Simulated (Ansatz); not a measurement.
A series in temperature on Ag

Harmonic phonon free energy (zero-point part included), entropy and heat capacity at constant volume from interpolated force constants; periodic cell, basis, potentials, k mesh and filling as listed. The results are calculated, by Ansatz 0.2.0.

Structure of every row (space group P6_3/mmc, No. 194):
```
cell vectors (Å)
   2.9300     0.0000     0.0000
  -1.4650     2.5375     0.0000
   0.0000     0.0000     4.7900
atoms (fractions of the cell vectors)
Ag  0.33333  0.66667  0.25000
Ag  0.66667  0.33333  0.75000
```

Settings of every row: functional PBEsol; dispersion none; potentials PAW; wave cutoff 420 eV; density cutoff 1680 eV; k mesh 12x12x6; k shift 0x0x0; occupations gaussian; smearing width 0.1 eV; spin none; phonon method finite displacements; phonon supercell 2x2x2; dipole term of polar modes left out.

Limits: coarse k mesh, up to 40 meV an atom off; small supercell for force constants; volume not checked for rest.

```csv
row,temperature (K),phonon heat capacity (k_B/atom),phonon entropy (k_B/atom),phonon free energy (meV/atom)
1,150,2.786,3.557,-4.33
2,200,2.877,4.373,-21.49
3,250,2.92,5.02,-41.77
4,300,2.944,5.554,-64.59
5,350,2.959,6.009,-89.52
6,400,?,?,?
7,450,2.975,6.755,-144.65
8,500,2.98,7.069,-174.45
```

Question: what phonon heat capacity and phonon entropy should row 6 give?

Worked fit of phonon heat capacity. At high temperature a harmonic heat capacity falls short of its limit by a term in 1/T², so take t = (100 K / T)². The shown rows have t = 0.44444, 0.25, 0.16, 0.11111, 0.08163, 0.04938, 0.04. Least squares give phonon heat capacity = 3 − 0.5087 × t + 0.0613 × t² k_B/atom; a straight line predicts inner rows, each left out in turn, worse (root mean square 0.0011 against 0.00037 k_B/atom). All shown rows lie on it to the printed digit. The constant, 3 k_B/atom, is to be held against the harmonic limit of 3 k_B an atom. The withheld row has t = 0.0625, so the fit gives 3 − 0.5087 × (0.0625) + 0.0613 × (0.0625)² = 2.968 k_B/atom.

The calculation gave 2.968 k_B/atom. The fit meets it to the printed digit.

Worked fit of phonon entropy. Entropy rises as the heat capacity times the change of ln T, so take t = ln(T / 300 K). The shown rows have t = -0.6931, -0.4055, -0.1823, 0, 0.1542, 0.4055, 0.5108. Least squares give phonon entropy = 5.553 + 2.9331 × t + 0.0737 × t² k_B/atom; a straight line predicts inner rows, each left out in turn, worse (root mean square 0.011 against 0.0023 k_B/atom). The rows lie off it by 0.002, -0.003, -0.001, 0.001, 0.002, 0.001, -0.001. The slope at t = 0, 2.93 k_B/atom, estimates the heat capacity at 300 K. The withheld row has t = 0.2877, so the fit gives 5.553 + 2.9331 × (0.2877) + 0.0737 × (0.2877)² = 6.403 k_B/atom.

The calculation gave 6.405 k_B/atom. The fit lies 0.002 k_B/atom (0.057 % of the column's range) below it; its largest miss of a shown row is 0.003 k_B/atom.

The other values of row 6: phonon free energy -116.29 meV/atom.
